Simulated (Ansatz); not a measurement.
LaP: pressure against volume per atom

Results calculated with Ansatz 0.2.0, not measured. Periodic Kohn-Sham DFT of a crystal at fixed atoms; pressure and stress are positive in compression; the energy is the free energy less that of spherical unpolarised free atoms; site moments are those in the method's own spheres, positive along +z.

Cell of the first row (space group Fm-3m, No. 225):
```
LaP
1.0
      0.0000     2.9510     2.9510
      2.9510     0.0000     2.9510
      2.9510     2.9510     0.0000
La P
1 1
Direct
  0.00000 0.00000 0.00000
  0.50000 0.50000 0.50000
```

Settings of every row: method all-electron PAW; functional LDA; relativity scalar; k mesh 10x10x10; filling fermi-dirac; smearing width 0.03 eV; nucleus gaussian.

Atom start moment: 0 on all atoms.

Limits: no spin-orbit coupling on heavy atoms.

| row | volume per atom (Å³) | pressure (GPa) |
| --- | --- | --- |
| 1 | 25.699 | 1.616 |
| 2 | 26.245 | -0.167 |
| 3 | 26.792 | -1.769 |
| 4 | 27.066 | -2.506 |
| 5 | 27.339 | -3.206 |
| 6 | 27.612 | ? |
| 7 | 27.886 | -4.501 |
| 8 | 28.432 | -5.671 |
| 9 | 28.979 | -6.728 |

Question: what pressure should row 6 give?

Worked fit of pressure. Take u = (V_r/V)^(2/3) − 1 with V_r = 27.203 Å³ an atom, which is twice the finite (Eulerian) strain; such expansions in the strain, on which the Birch-Murnaghan equation of state is built, carry the rest volume and the bulk modulus. The shown rows have u = 0.03864, 0.02419, 0.0102, 0.00337, -0.00332, -0.0164, -0.02903, -0.04129. Least squares give pressure = −2.8625 + 104.428 × u + 279.68 × u² + 442 × u³ GPa; a parabola predicts inner rows, each left out in turn, worse (root mean square 0.0071 against 0.0018 GPa). The rows lie off it by 0.000, -0.001, -0.001, 0.001, 0.000, 0.001, -0.002, 0.001. The pressure vanishes at u = 0.0256, or V = 26.19 Å³ an atom, and there the bulk modulus at fixed shape and fractions is B = −V dP/dV = (2/3)(1 + u) dP/du = 81.8 GPa. The withheld row has u = -0.0099, so the fit gives −2.8625 + 104.428 × (-0.0099) + 279.68 × (-0.0099)² + 442 × (-0.0099)³ = -3.869 GPa.

The calculation gave -3.87 GPa. The fit lies 0.001 GPa (0.012 % of the column's range) above it, one unit of the last digit.
